# Ward-Dutton partition in weak inversion: an exactly solvable channel

When the terminal voltages change, the channel charge changes too, and the difference enters through source and drain. The Ward-Dutton partition says how much goes through each. In weak inversion the channel obeys a linear diffusion equation, so the partition can be tested against currents read directly from the end slopes of an exact solution.

## Conventions and the general statement

Take an n-channel device of width $W$, with the source end at $x=0$, the drain end at $x=L$ and $\xi=x/L$. The inversion charge per area is $Q_i=-qN<0$, with $N$ the electron sheet density and $q>0$. $I(x,t)$ counts current flowing towards $-x$. Terminal currents count positive into the device, so $i_D=I(L,t)$ and $i_S=-I(0,t)$. Only the channel current is meant. Gate leakage, generation, recombination and junction or overlap capacitances are left out.

Continuity reads $\partial_x I=W\,\partial_t Q_i$. Integrate from $0$ to $x$, then from $0$ to $L$, and swap the order in the double integral:

$$\int_0^L I\,dx=L\,I(0,t)+W\int_0^L (L-x)\,\partial_t Q_i\,dx .$$

Let $I=g(V)\,\partial_x V$, where $V$ is the electron quasi-Fermi potential and $g=-\mu WQ_i$. Suppose $g$ depends on $x$ only through $V$. It may depend on time through the gate voltage $V_G$. The left side is then $\int_{V_S}^{V_D}g\,dV\equiv L\,I_T$, whatever the shape of $V(x,t)$. In steady state $I$ is uniform, so $I_T$ is the dc current at the instantaneous voltages. Together with $i_D+i_S=W\int\partial_tQ_i\,dx$ this gives

$$i_D=I_T+\frac{dQ_D}{dt},\qquad i_S=-I_T+\frac{dQ_S}{dt},$$

$$Q_D=W\int_0^L\frac{x}{L}\,Q_i\,dx,\qquad Q_S=W\int_0^L\Big(1-\frac{x}{L}\Big)Q_i\,dx .$$

This is an identity for the actual $Q_i(x,t)$, at any speed. The quasi-static model is a second step, which replaces $Q_i(x,t)$ by the dc profile at the instantaneous voltages.

## Weak inversion

Here the surface potential is set by the gate and is uniform along the channel. With the bulk as reference, $\phi_t=k_BT/q$ and a slope factor $n$ treated as constant, $N\propto\exp[V_G/(n\phi_t)-V/\phi_t]$. Then $-Q_i\,\partial_xV=\phi_t\,\partial_xQ_i$, and for constant mobility, with $D=\mu\phi_t$ and $\tau=L^2/D$,

$$I=-\frac{qWL}{\tau}\,\partial_\xi N,\qquad \tau\,\partial_tN=\partial_\xi^2N .$$

The voltages fix the end densities $N_0(t)$ and $N_L(t)$. The dc profile is linear, $N_0(1-\xi)+N_L\xi$, which gives

$$I_T=\frac{qWL}{\tau}(N_0-N_L),$$

$$Q_D^{qs}=-qWL\Big(\frac{N_0}{6}+\frac{N_L}{3}\Big),\qquad Q_S^{qs}=-qWL\Big(\frac{N_0}{3}+\frac{N_L}{6}\Big).$$

In saturation ($N_L\to0$) the drain holds one third of the channel charge. For comparison, the square-law strong-inversion profile $\sqrt{1-\xi}$ gives two fifths.

## The model: two lines and a cubic

A strictly linear profile carries the same current at both ends, so it cannot charge the channel. Some curvature is needed. The smallest exact case has end densities that change at constant rates, $\dot N_0=r_0$ and $\dot N_L=r_L$, which needs terminal voltages logarithmic in time. Define

$$u(\xi)=\tfrac16\,\xi(1-\xi)(2-\xi),\qquad u''=-(1-\xi),\qquad u(0)=u(1)=0 .$$

Then

$$N(\xi,t)=N_0(t)(1-\xi)+N_L(t)\,\xi-\tau\,[\,r_0\,u(\xi)+r_L\,u(1-\xi)\,]$$

solves the diffusion equation exactly, since both sides equal $\tau[r_0(1-\xi)+r_L\xi]$. A start-up transient is a sum of modes $\sin(m\pi\xi)$ with $m=1,2,\dots$, and the slowest decays with time constant $\tau/\pi^2$.

**Direct route.** The end slopes are $u'(0)=1/3$ and $u'(1)=-1/6$, so

$$i_D=-\frac{qWL}{\tau}\,\partial_\xi N\Big|_{1}=I_T-qWL\Big(\frac{r_0}{6}+\frac{r_L}{3}\Big),$$

$$i_S=+\frac{qWL}{\tau}\,\partial_\xi N\Big|_{0}=-I_T-qWL\Big(\frac{r_0}{3}+\frac{r_L}{6}\Big).$$

**Partition route.** With $\int_0^1\xi u\,d\xi=7/360$ and $\int_0^1(1-\xi)u\,d\xi=1/45$,

$$Q_D=Q_D^{qs}+qWL\tau\Big(\frac{7r_0}{360}+\frac{r_L}{45}\Big),\qquad Q_S=Q_S^{qs}+qWL\tau\Big(\frac{r_0}{45}+\frac{7r_L}{360}\Big).$$

The lag terms are constant in time. Hence $dQ_D/dt=-qWL(r_0/6+r_L/3)$ and $dQ_S/dt=-qWL(r_0/3+r_L/6)$, equal to the direct route term by term. The weights 1/6 and 1/3 appear once as moments of the linear profile and once as slopes of the cubic. For this drive even the quasi-static currents are exact, although the quasi-static charges are not.

## Numbers

Assumed inputs for a long-channel silicon transistor, all illustrative: $T=300$ K, $L=500$ nm, $W=10^4$ nm, $\mu=300$ cm²/(V s) $=3.0\times10^4$ nm²/(V ps), $n=1.3$, an SiO₂ gate of 5 nm with relative permittivity 3.9, saturation, $N_0=2\times10^{-5}$ nm⁻² at the instant considered, and $r_0=N_0/(1\text{ ns})$. The results are the model's.

- $k_BT=0.02585$ eV, $D=775.6$ nm²/ps, $\tau=322$ ps and $\tau/\pi^2=32.7$ ps.
- $WLN_0=100$ electrons. The linear profile holds 50 on average, 16.67 assigned to the drain and 33.33 to the source.
- The cubic removes $WL\,r_0\tau/24=1.34$ electrons, 0.63 from the drain share and 0.72 from the source share. The actual shares are 16.04 and 32.62.
- $I_T=49.7$ nA, $dQ_D/dt=-2.67$ nA and $dQ_S/dt=-5.34$ nA.
- The end slopes give $i_D=47.0$ nA and $i_S=-55.0$ nA. Their sum, $-8.01$ nA, is the charging current of the channel.

While the channel fills, the source supplies more electrons than the drain collects.

**Neglected term.** The inversion charge shifts the surface potential by $d\psi_s\approx dQ_i/(nC_{ox})$, with $C_{ox}$ the oxide capacitance per area. This adds a drift current whose ratio to diffusion is $N/N^*$, with $N^*=nC_{ox}\phi_t/q=1.45\times10^{-3}$ nm⁻². At the source end the ratio is 0.014. Integrating $(1+N/N^*)\,dN$ raises $I_T$ by the fraction $N_0/2N^*=0.007$. The drift term thus changes the model's channel currents by about one per cent. The numbers remain the model's, and this estimate sets no accuracy for a device, since omitted terms can be as large as the channel current. An assumed gate overlap of 20 nm at the same $C_{ox}$ is 1.4 fF, and at the gate rate of this example, $n\phi_t r_0/N_0=33.6$ mV/ns, it carries 46 nA. The identity itself survives, because the current remains the gradient of a function of $Q_i$.

## Where identity and quasi-static model part

A constant gate ramp makes $N_0\propto e^{st}$ with $s=\dot V_G/(n\phi_t)$. In saturation the exact profile is a single mode with $k^2=s\tau$:

$$N=N_0(t)\,\frac{\sinh k(1-\xi)}{\sinh k},\qquad i_D=I_T\frac{k}{\sinh k},\qquad i_S=-I_T\,k\coth k .$$

The currents here come from the end slopes. The weighted integrals of the same profile are

$$Q_D=-qWLN_0\,\frac{1-k/\sinh k}{k^2},\qquad Q_S=-qWLN_0\,\frac{k\coth k-1}{k^2}.$$

Since $d/dt=s=k^2/\tau$ and $I_T=qWLN_0/\tau$, the sums $I_T+sQ_D$ and $-I_T+sQ_S$ return $i_D$ and $i_S$ for every $k$. The quasi-static charges keep only the first order of

$$\frac{i_D}{I_T}=1-\frac{s\tau}{6}+\frac{7(s\tau)^2}{360}-\dots,\qquad -\frac{i_S}{I_T}=1+\frac{s\tau}{3}-\frac{(s\tau)^2}{45}+\dots$$

The second-order coefficients are the moments of the cubic, whose lag charge now grows in time.

| $s\tau$ | $\dot V_G$ (mV/ns) | $i_D/I_T$ exact | quasi-static | $-i_S/I_T$ exact | quasi-static |
|---|---|---|---|---|---|
| 0.322 | 33.6 | 0.948 | 0.946 | 1.105 | 1.107 |
| 1 | 104 | 0.851 | 0.833 | 1.313 | 1.333 |
| 3 | 313 | 0.633 | 0.500 | 1.844 | 2.000 |

The first row has the same instantaneous rate as the numerical example. There the quasi-static drain term is too large in magnitude by the leading fraction $7s\tau/60=0.038$. The gap of 0.002 in $i_D/I_T$ is not masked by drift. With $\epsilon=N_0/N^*$ the dc profile becomes $N_0[(1-\xi)+\tfrac{\epsilon}{2}\xi(1-\xi)]$ to first order, so $dQ_D^{qs}/dt=-qWL\,\dot N_0(1+\epsilon/2)/6$ grows by the same fraction $\epsilon/2$ as $I_T$. At fixed $\dot N_0/N_0$ the quasi-static ratio is unchanged to first order in $\epsilon$. At fixed gate ramp the rate falls to $s/(1+\epsilon)$, which shifts exact and quasi-static values alike by about $(s\tau/6)\,\epsilon=0.0007$. The gap itself changes only by a relative amount of order $\epsilon$. At $s\tau=6$ the quasi-static drain current reaches zero, while $k/\sinh k$ stays positive.

## Small-signal reading

For a small gate signal $v_ge^{j\omega t}$ the source density varies by $N_0v_g/(n\phi_t)$, and the same mode applies with $s=j\omega$. The drain transadmittance is

$$y_{dg}=g_m\frac{k}{\sinh k}\approx g_m-j\omega C_{dg},\qquad g_m=\frac{I_T}{n\phi_t},\qquad C_{dg}=-\frac{\partial Q_D^{qs}}{\partial V_G}=\frac{g_m\tau}{6}.$$

Likewise $C_{sg}=-\partial Q_S^{qs}/\partial V_G=g_m\tau/3$. The model gives $g_m=1.48$ µS, $C_{dg}=79.5$ aF and $C_{sg}=159$ aF, against $C_{ox}WL=34.5$ fF. $C_{dg}$ is the delay $\tau/6$ of the drain current written as a capacitance.

## Comparison with the general statement

The model confirms the signs, the weights $x/L$ and $1-x/L$, and the meaning of $I_T$. It also separates two claims. The identity with the actual charge held for both drives at any rate. The quasi-static form needs the lag charge to be constant or small, which for the exponential mode means $|s|\tau\ll1$.

The weight $x/L$ rests on $g$ having no explicit $x$ dependence. If lateral nonuniformity gives $I=h(x)\,g(V)\,\partial_xV$, divide by $h$ before the second integration. The drain weight then becomes $\int_0^x dx'/h\,\big/\int_0^L dx'/h$. If the mobility depends on the lateral field, $\int I\,dx$ depends on the profile, and the step that identifies $I_T$ with the dc current fails outside steady state.